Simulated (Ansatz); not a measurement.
## A family of molecules: the dipole moment

One atom is swapped for its congeners: C6H16O4Ti `CC[O][Ti]([OH])([O]CC)[O]CC`; C6H16O4Zr `CC[O][Zr]([OH])([O]CC)[O]CC`; C6H16HfO4 `CC[O][Hf]([OH])([O]CC)[O]CC`. All are singlets with charge 0.

Shapes, held fixed at every level: PBE0-D4/def2-TZVP. Flexible molecules stand in one conformer, not always the lowest. Programs: Ansatz 0.2.0. Values in D.

| level | C6H16O4Ti | C6H16HfO4 |
| --- | --- | --- |
| PBE-D4/def2-TZVPP | 1.06 | 0.35 |
| r2SCAN-D4/def2-TZVPP | 1.08 | 0.38 |
| B3LYP-D4/def2-TZVPP | 1.09 | 0.38 |
| wB97M-V/def2-TZVPP | 1.04 | 0.35 |

Estimate the column for C6H16O4Zr from its neighbours.

The mean of the neighbours at wB97M-V/def2-TZVPP is 0.70 D, against 0.36 from the run: the member lies nearer Hf. All rows: PBE-D4/def2-TZVPP 0.40; r2SCAN-D4/def2-TZVPP 0.41; B3LYP-D4/def2-TZVPP 0.40; wB97M-V/def2-TZVPP 0.36 D. At wB97M-V/def2-TZVPP the dipole moment falls at every step, from 1.04 to 0.35 D. Every level shows the same order. For atoms past krypton def2 sets carry core potentials with scalar relativity. Magnitudes only: a dipole under 1 D may point either way.

Zirconium follows hafnium closely, while titanium stands apart at every level, so linear interpolation down the group fails. This is the familiar group 4 pattern: the lanthanide contraction gives Zr(IV) and Hf(IV) nearly equal radii and similar bonding to oxygen, whereas Ti(IV) is smaller and its 3d shell makes the bonds more covalent. The larger dipole of the titanium compound therefore doesn't imply more polar metal–oxygen bonds; those to zirconium and hafnium are, if anything, more ionic. In a four-coordinate alkoxide the bond dipoles largely cancel, and the remainder depends on how the ethoxy and hydroxy groups are turned. Part of the drop after titanium thus probably reflects ligand orientation rather than the metal's electronic character. The close agreement among functionals suggests that the density at a given geometry is well described, but it doesn't test that geometrical contribution. The small step from zirconium to hafnium, 0.36 to 0.35 D with wB97M-V, is too slight to carry a chemical distinction. Nor do these monomer values carry over to the condensed phase, where such alkoxides tend to associate through bridging oxygen.
